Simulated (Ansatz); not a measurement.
# A series in volume scale on TiC

Results calculated with Ansatz 0.2.0, not measured. Periodic Kohn-Sham DFT of a crystal at fixed atoms, scaled to volume_scale times the given cell; pressure positive in compression, energy less spherical unpolarised free atoms, largest_vzz the field gradient of largest size among the nuclei.

The cell before it is scaled or strained (space group Fm-3m, No. 225):
```
cell vectors (Å)
   0.0000     2.1640     2.1640
   2.1640     0.0000     2.1640
   2.1640     2.1640     0.0000
atoms (fractions of the cell vectors)
Ti  0.00000  0.00000  0.00000
C   0.50000  0.50000  0.50000
```

Settings of every row: method frozen-core PAW; functional PBEsol; relativity scalar; k mesh 16x16x16; filling fermi-dirac; smearing width 0.03 eV; wave cutoff 420 eV; paw set soft_2.

Atom start moment: 0 on all atoms.

Limits: PAW files made with PBE.

```
row  volume scale  V (Å³/atom)  pressure (GPa)
  1          0.94        9.526          10.848
  2        0.9405        9.531          10.683
  3          0.96        9.728               ?
  4          0.97         9.83            1.69
  5          0.98        9.931          -1.064
  6             1       10.134          -6.164
  7          1.01       10.235          -8.525
  8          1.02       10.336         -10.769
  9          1.03       10.438         -12.901
 10          1.04       10.539         -14.927
 11          1.06       10.742          -18.68
```

Question: what pressure should row 3 give?

Worked fit of pressure. Take u = (V_r/V)^(2/3) − 1 with V_r = 10.184 Å³ an atom, which is twice the finite (Eulerian) strain; such expansions in the strain, on which the Birch-Murnaghan equation of state is built, carry the rest volume and the bulk modulus. The shown rows have u = 0.04553, 0.04517, 0.02387, 0.01691, 0.00329, -0.00332, -0.00983, -0.01629, -0.02258, -0.03494. Least squares give pressure = −7.3532 + 356.769 × u + 941 × u² GPa; a straight line predicts inner rows, each left out in turn, worse (root mean square 0.59 against 0.0097 GPa). The rows lie off it by 0.007, 0.001, -0.009, -0.013, 0.005, 0.002, 0.000, 0.014, 0.002, -0.010 (root mean square 0.0079 GPa). The pressure vanishes at u = 0.0196, or V = 9.892 Å³ an atom, and there the bulk modulus at fixed shape and fractions is B = −V dP/dV = (2/3)(1 + u) dP/du = 268 GPa. The withheld row has u = 0.03101, so the fit gives −7.3532 + 356.769 × (0.03101) + 941 × (0.03101)² = 4.615 GPa.

The calculation gave 4.587 GPa. The fit lies 0.028 GPa (0.095 % of the column's range) above it; its largest miss of a shown row is 0.014 GPa.
